Inferring the coupling and the field of a 32 × 32 Ising model from move counts and a transition matrix

A monolayer of adatoms on a square-lattice terrace, each site empty or filled, is a two-dimensional Ising model. Here a Monte Carlo run on such a layer has left a log, its interaction parameters are lost, and two exact relations are used to recover them.

1. Model and conventions

The lattice has L = 32, V = L² = 1024 sites and periodic boundaries. Each site carries s = +1 (empty) or s = −1 (adatom), and

E = −J Σ s_i s_j − h Σ s_i,

with the first sum over nearest-neighbour bonds, each counted once. J and h are energies in joules. Let n be the number of adatoms and b the number of bonds joining unlike sites. Measured from the empty terrace, the energy is 2Jb + 2hn. Every adatom has four bonds, so b = 4n − 2p, where p is the number of adjacent adatom pairs, and the energy becomes (8J + 2h)n − 4Jp. An isolated adatom costs 8J + 2h and each lateral contact returns ε = 4J. The empty and the full terrace have equal energy at h = 0, which below the critical temperature is the coexistence line. The chemical potential relative to coexistence is Δμ = −2h, so negative h favours the filled layer.

With K = J/(k_B T) and H = h/(k_B T) define

u = 8K + 2H, z = exp(−u), y = exp(4K).

The Boltzmann weight of a configuration is then z^n y^p. A Monte Carlo step picks one of the V sites at random and proposes to flip it. The proposal probability is 1/V in both directions, so it is symmetric.

2. The broad-histogram relation

Sort the configurations into classes, and let g(C) be the number in class C. For a configuration σ let N(σ, C′) be the number of sites whose flip leads into class C′. Count the pairs (σ in C, σ′ in C′) that differ by one flip. Seen from C the count is g(C)⟨N(σ, C′)⟩_C, where the bracket is the plain, equally weighted mean over the class. Seen from C′ it is g(C′)⟨N(σ′, C)⟩_C′. A flip is undone by flipping the same site, so both expressions count the same pairs. With the mean proposal probability t(C→C′) = ⟨N(σ, C′)⟩_C / V,

g(C) t(C→C′) = g(C′) t(C′→C).   (1)

When the classes are energy levels, the bracket is the microcanonical mean and (1) is the broad-histogram relation of de Oliveira, Penna and Herrmann (1996). It contains no temperature and no acceptance rule. Its one demand on the sampling is that all members of a class be visited with equal probability, which holds when the sampling weight depends on the class label alone.

That demand fixes the choice of label. At h = 0 the level 16J above the empty terrace (b = 8) holds, on the nearly empty side, V(V − 5)/2 = 509.5V non-adjacent pairs, 6V trimers and V squares of 2 × 2 adatoms, together 516.5V. Their spin-reversed images (vacancy pairs, trimers and squares in the full layer, n = V − 2, V − 3 and V − 4) have the same b, so the level holds 1033V states in all. Only the pairs offer flips that lower the energy by 8J, two each, so the microcanonical mean, the same in both halves, is 2 × 509.5/516.5 = 1.9729. A field, or a bias in n, weights n = 2, 3 and 4 differently and shifts a mean collected under the label b alone. The joint label (n, b) repairs this, because z^n y^p is constant within it.

3. The transition-matrix estimator

Now let the macrostate be n, with Z_n = Σ z^n y^p over all configurations of n adatoms and unbiased probability Π(n) proportional to Z_n. Let A(σ→σ′) be any acceptance probability that obeys detailed balance, π(σ)A(σ→σ′) = π(σ′)A(σ′→σ), with π the Boltzmann probability. Define P(n→n+1) as the probability that one step of the unbiased chain, started from the Boltzmann distribution restricted to n, ends in n + 1:

P(n→n+1) = Σ_σ [π(σ)/Π(n)] Σ_σ′ (1/V) A(σ→σ′).

Multiply by Π(n), apply detailed balance to each term, and the double sum turns into Π(n+1)P(n+1→n). Hence

r_n = Π(n+1)/Π(n) = P(n→n+1)/P(n+1→n).   (2)

In practice the chain is biased by a weight w(n) to keep it in the range of interest, and it samples π(σ)w(n). The estimator uses a collection matrix. At every step from n the unbiased A of the proposed move is added to the entry (n, n′) and the step counter of n is raised by one, whether or not the biased chain then accepts. The entry divided by the counter estimates P(n→n′). The distribution within a macrostate is π(σ)w(n)/[Π(n)w(n)], in which w cancels, so (2) is untouched by any bias that depends on n only, provided the run is equilibrated within each n. The ratio is also the same for every acceptance rule that obeys detailed balance, although the separate entries are not.

4. The data

The values below were made for this exercise, given a scatter of the size expected for about 10⁹ steps in each n, and rounded. The quoted errors are one standard error and are treated as independent. The temperature is T = 900 K, so k_B T = 1.24258 × 10⁻²⁰ J. The bias confined the run to 0 ≤ n ≤ 3 and flattened the visits. Neither w(n) nor the acceptance rule was recorded.

Table A. Mean move counts ⟨N⟩ between classes (n, b)

from      to        forward               backward
(0,0)     (1,4)     1024                  1
(1,4)     (2,6)     4                     2
(1,4)     (2,8)     1019                  2
(2,6)     (3,8)     6                     2
(2,6)     (3,10)    1016                  1
(2,8)     (3,10)    7.9766 ± 0.0004       2
(2,8)     (3,12)    1014.0117 ± 0.0002    3

Table B. Unbiased transition probabilities per step, in units of 10⁻³

n     P(n→n+1)             P(n+1→n)
0     1.9400               0.9772 ± 0.0010
1     2.1201 ± 0.0001      1.9523 ± 0.0014
2     2.3013 ± 0.0002      2.9280 ± 0.0017

Datum C. Of the steps spent at n = 2, the fraction in the dimer class (2,6) was f = 0.0892 ± 0.0003.

Integer entries of Table A have no scatter because all members of those classes offer the same moves. P(0→1) has none because every proposal from the empty terrace has the same A. The downward entries are the noisy ones. A removal is proposed only when the chosen site holds an adatom, and √(P/10⁹) for P = 0.9772 × 10⁻³ is 0.0010 × 10⁻³. Intermediate values below are carried unrounded.

5. Step 1: numbers of states

Start from g(0,0) = 1 and apply (1) along Table A, writing γ = g/V. Then γ(1,4) = 1, γ(2,6) = 1 × 4/2 = 2, γ(2,8) = 1019/2 = 509.5, γ(3,8) = 2 × 6/2 = 6, γ(3,10) = 2 × 1016/1 = 2032 and γ(3,12) = 509.5 × 1014.0117/3 = 172213.0. Two tests are free. The three classes at n = 3 add up to 174251.0, and the number of ways to choose three sites, divided by V, is (V − 1)(V − 2)/6 = 174251. The class (3,10) can also be reached through (2,8), which gives 509.5 × 7.9766/2 = 2032.04 ± 0.10, so the loop closes. With p = 0, 1, 2 for the successive classes,

Z_1/Z_0 = Vz,
Z_2/Z_0 = Vz²(509.5 + 2y),
Z_3/Z_0 = Vz³(172213.0 + 2032y + 6y²).

The errors of Table A are negligible in these sums.

6. Step 2: the first ratio fixes one combination

Table B and (2) give r_0 = 1.98526, r_1 = 1.08595 and r_2 = 0.78596, with relative errors of 0.102 %, 0.072 % and 0.059 %. Since r_0 = Vz, z = 1.9387 × 10⁻³ and

u = ln(V/r_0) = 6.2457 ± 0.0010.

The cost of an isolated adatom is 8J + 2h = (7.7608 ± 0.0013) × 10⁻²⁰ J. This is a line in the (K, H) plane. Any K is allowed if H moves by −4 times as much, so a second datum must be sensitive to lateral contact.

7. Step 3: two routes to the coupling

Route 1 uses Table B and the numbers of states. From r_1 = z(509.5 + 2y) and r_0 = Vz,

y = (V r_1/r_0 − 509.5)/2.

Here V r_1/r_0 = 560.13 and y = 25.32. The subtraction costs precision. A relative error in r_1/r_0 reaches y multiplied by G = V(r_1/r_0)/(2y) = 11.06. The 0.125 % on the ratio becomes 1.38 % on y, and K = (ln y)/4 = 0.8079 ± 0.0035. Then 2H = u − 8K = −0.217. Both u and y depend on r_0, so their errors must be combined before squaring. With δ_0 and δ_1 the relative changes of r_0 and r_1, δ(2H) = (2G − 1)δ_0 − 2Gδ_1, which gives ± 0.027.

Route 2 uses Datum C. Within n = 2 both z² and w(2) cancel, so the odds of finding a dimer are

f/(1 − f) = y γ(2,6)/γ(2,8) = 2y/509.5.

This gives y = 24.95. The relative error is δf/[f(1 − f)] = 0.37 %, with no subtraction, and K = 0.8042 ± 0.0009. The two routes differ by 0.0037, which is 1.0 combined standard error. A weighted mean would move the second value by only 0.0002, so route 2 is adopted. Now u and y come from independent data, and

2H = u − 2 ln y = −0.1880 ± 0.0075.

In SI units the model's parameters are

J = (9.993 ± 0.011) × 10⁻²¹ J, h = (−1.17 ± 0.05) × 10⁻²¹ J.

The contact energy is ε = (3.997 ± 0.005) × 10⁻²⁰ J, the offset from coexistence is Δμ = (2.34 ± 0.09) × 10⁻²¹ J, and the activity relative to its coexistence value is exp(−2H) = 1.207 ± 0.009. The critical coupling of the infinite square lattice, K_c = ln(1 + √2)/2 = 0.4407, places the model's critical temperature at J/(k_B K_c) = 1642 K, well above 900 K. The run therefore describes a supersaturated terrace below the critical point, held nearly empty by the bias.

8. Step 4: the unused ratio

The third ratio has not been used. The model predicts

r_2 = z(172213.0 + 2032y + 6y²)/(509.5 + 2y) = 0.78549.

Its logarithmic sensitivity is 1 to z and 0.167 to y, so the prediction carries ± 0.00094. Table B gives 0.78596 ± 0.00046, less than half a combined standard error away. As the data were made from a model of this form, the test was bound to pass. On a real log it probes, among other things, a three-body term, which would first show in the trimers.

9. Uniqueness

Within the nearest-neighbour model the solution is unique. The map from (K, H) to (u, ln y) is linear and invertible, r_0 is monotonic in u, and f is monotonic in y, so every r_0 > 0 and 0 < f < 1 gives exactly one pair. Route 1 has a solution only if V r_1/r_0 exceeds 509.5. All repulsive couplings, K < 0, are squeezed between 509.5 and 511.5, where scatter of the present size would leave y poorly determined.

Two conventions must come from outside the tables. Exchanging s and −s reverses h, so the log has to say that n = 0 is the empty terrace. And only K and H enter the data, so J and h scale with the assumed temperature. A 1 % error in T would outweigh the 0.11 % statistical error of J.

The larger threat is a term missing from the model. Suppose a coupling J′ on the diagonal bonds, with K′ = J′/(k_B T) and y′ = exp(4K′). An isolated adatom breaks four diagonal bonds as well, so u = 8K + 8K′ + 2H, and an analysis that ignores K′ reports 2H + 8K′ in place of 2H. A diagonal repulsion K′ = −0.0235, only 2.9 % of K in size, would account for the whole apparent supersaturation. Datum C would not notice. Of the 509.5 non-adjacent pairs per site, 2 are diagonal, so 509.5 becomes 507.5 + 2y′, a relative change of −0.035 %, a tenth of the error of y.

Table A does notice, because J′ spoils the uniform sampling within (2,8). Two non-adjacent adatoms with m common neighbours block 2 + 8 − m sites, so the count for (2,8)→(3,12) is V − 10 + ⟨m⟩ and the count for (2,8)→(3,10) is 8 − 2⟨m⟩. The two scattered entries thus carry one and the same number, an exception to the independence assumed above. Diagonal pairs (2 per site) have m = 2, pairs two sites apart in a row or column (2 per site) have m = 1, and the others have m = 0, so

⟨m⟩ = (4y′ + 2)/(507.5 + 2y′).

For J′ = 0 this is 12/1019 = 0.01178, the value at which the loop of Step 1 closes exactly. For K′ = −0.0235 it is 0.01108. The data say 0.0117 ± 0.0002. Inverting, y′ = (507.5⟨m⟩ − 2)/(4 − 2⟨m⟩) = 0.990 ± 0.026 and K′ = −0.002 ± 0.006. With J′ left free, 2H = −0.17 ± 0.05. The sign of the field survives at about three standard errors, but its error is seven times larger than in the nearest-neighbour fit.

10. How the errors carry through

The fit has a stiff and a soft direction. The combination 8J + 2h is known to 0.016 %, J to 0.11 % and h to 4 %, because 2H is the small difference of 6.2457 and 8K = 6.4337. The errors of K and H are almost fully anticorrelated, with coefficient −8δK/δ(2H) = −0.99. A quantity that depends on z alone, such as the dilute coverage, is far better determined than the separate error bars on J and h suggest, and it should be computed from u directly. More steps at n = 2 buy more than more steps anywhere else, since 8δK = 0.0074 dominates δu = 0.0010.

Knowledge of the acceptance rule can be traded for precision. Under the Metropolis rule A = min(1, π′/π), with z < 1 and zy < 1 as found here, every removal from n = 1 and n = 2 has A = 1. Then P(1→0) = 1/V = 0.9766 × 10⁻³ and P(2→1) = 2/V = 1.9531 × 10⁻³ exactly, both within one standard error of Table B. The heat-bath rule A = π′/(π + π′) would give P(1→0) = 1/[V(1 + z)] = 0.9747 × 10⁻³, which lies 2.5 standard errors from the entry. If Metropolis is accepted, the noisy entries drop out. P(0→1) = z and P(1→2) = z(1019 + 4y)/V, so y = [V P(1→2)/P(0→1) − 1019]/4 = 25.016, and the error of P(1→2) gives K = 0.8049 ± 0.0001 and 2H = −0.194 ± 0.001. These lie within the error bars of route 2 and are about seven times tighter, at the price of an assumption that (1) and (2) did not need. They do not reduce the ± 0.05 on 2H that an unknown diagonal coupling allows, since that comes from ⟨m⟩.